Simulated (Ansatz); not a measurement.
TaN: the change of energy above lowest point with volume scale

All results are calculated (Ansatz 0.2.0). Free energy against uniform scaling of the volume at fixed shape and fractions; periodic cell, basis, potentials, k mesh and filling as listed.

The cell before it is scaled or strained (space group P-62m, No. 189):
```
cell vectors (Å)
   5.1960     0.0000     0.0000
  -2.5980     4.4999     0.0000
   0.0000     0.0000     2.9110
atoms (fractions of the cell vectors)
Ta  0.33333  0.66667  0.50000
Ta  0.66667  0.33333  0.50000
Ta  0.00000  0.00000  0.00000
N   0.39285  0.00000  0.00000
N   0.60715  0.60715  0.00000
N   0.00000  0.39285  0.00000
```

Settings of every row: functional PBEsol; dispersion none; potentials PAW; wave cutoff 500 eV; density cutoff 2000 eV; k mesh 5x5x8; k shift 0x0x0; occupations fermi dirac; smearing width 0.1 eV; spin none.

Limits: coarse k mesh, up to 40 meV an atom off; no spin-orbit coupling, which can matter with elements this heavy.

| row | volume scale | V (Å³/atom) | energy above lowest point (meV/atom) |
| --- | --- | --- | --- |
| 1 | 0.88 | 9.983 | 171.6 |
| 2 | 0.92 | 10.436 | 62.5 |
| 3 | 0.96 | 10.89 | 8.8 |
| 4 | 1 | 11.344 | 0 |
| 5 | 1.04 | 11.798 | ? |
| 6 | 1.08 | 12.251 | 84.2 |
| 7 | 1.12 | 12.705 | 164.5 |

Question: what energy above lowest point should row 5 give?

Worked fit of energy above lowest point. Take u = (V_r/V)^(2/3) − 1 with V_r = 11.117 Å³ an atom, which is twice the finite (Eulerian) strain; such expansions in the strain, on which the Birch-Murnaghan equation of state is built, carry the rest volume and the bulk modulus. The shown rows have u = 0.07436, 0.04304, 0.01385, -0.01339, -0.0627, -0.08517. Least squares give energy above lowest point = −0.6 + 308.1 × u + 26713 × u² + 3883 × u³ meV/atom; a parabola predicts inner rows, each left out in turn, worse (root mean square 0.58 against 0.11 meV/atom). The rows lie off it by 0.0, 0.0, 0.0, -0.1, 0.1, 0.0. Its lowest point lies at u = -0.0058, or V = 11.21 Å³ an atom, and the curvature there gives the bulk modulus at fixed shape and fractions, B = (4/9)(1 + u)² E″(u)/V = 334 GPa. Letting shape and atoms relax would as a rule lower it, by much in layered, chain or molecular crystals. The withheld row has u = -0.03886, so the fit gives −0.6 + 308.1 × (-0.03886) + 26713 × (-0.03886)² + 3883 × (-0.03886)³ = 27.5 meV/atom.

The calculation gave 27.5 meV/atom. The fit meets it to the printed digit.
